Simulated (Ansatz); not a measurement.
## Ligand exchange: ICl + GaH3 → HI + GaH2Cl

Species: ICl (iodine monochloride), singlet; GaH3 `[GaH3]`, singlet; HI (hydrogen iodide), singlet; GaH2Cl `[Cl][GaH2]`, singlet. The partners trade Cl for H: I–Cl and Ga–H bonds give way to I–H and Ga–Cl.

Shapes, held fixed at every level: PBE0-D4/def2-TZVP. Programs: Ansatz 0.2.0. The zero-point and thermal change to 298 K, harmonic and unscaled (PBE0-D4/def2-TZVP), is +0.9 kJ/mol.

| level | kind | ΔH(298 K) (kJ/mol) | less CCSD(T)/def2-TZVPP |
| --- | --- | --- | --- |
| HF/def2-TZVPP | Hartree–Fock | -222.1 | -6.2 |
| PBE-D4/def2-TZVPP | GGA | -194.5 | +21.4 |
| r2SCAN-D4/def2-TZVPP | meta-GGA | -210.3 | +5.6 |
| B3LYP-D4/def2-TZVPP | global hybrid | -197.7 | +18.2 |
| r2SCAN0-D4/def2-TZVPP | global hybrid | -215.8 | +0.1 |
| MP2/def2-TZVPP | perturbation theory | -224.1 | -8.2 |
| CCSD/def2-TZVPP | coupled cluster or CI | -217.5 | -1.6 |
| CCSD(T)/def2-TZVPP | coupled cluster or CI | -215.9 | 0.0 |

The highest level, CCSD(T)/def2-TZVPP, gives ΔH(298 K) = -215.9 kJ/mol; the levels span -224.1 to -194.5. The column of differences is taken from that level and isn't an error. No measured value is set beside it here. For atoms past krypton def2 sets carry core potentials with scalar relativity. Relativity is left out for Ga unless named. Correlated rows may include outer-core shells of Ga, I, which these sets cover unevenly.

Exchange of Cl for H is strongly exothermic at every level, and the spread among methods is small beside the reaction enthalpy itself. The driving force is the Ga–Cl bond: electropositive gallium gains a strong, polar bond to chlorine, while the weak I–Cl bond, with lone pairs facing each other on both halogens, is lost. Trading Ga–H for H–I matters less. Formally this is also a redox step, in which hydridic hydrogen reduces iodine(I) to iodide.

Hartree–Fock already lies close to CCSD(T), so correlation effects largely cancel between the two sides, and the small shift from CCSD to CCSD(T) suggests that the remaining correlation error is modest. Exact exchange alone doesn't order the functionals: B3LYP stays near PBE, whereas r2SCAN is much closer to CCSD(T), probably because the semilocal part balances the I–Cl and Ga–Cl bonds differently. The exothermicity doesn't make HI and GaH2Cl the final products, since acidic HI can attack a remaining Ga–H bond and release H2.
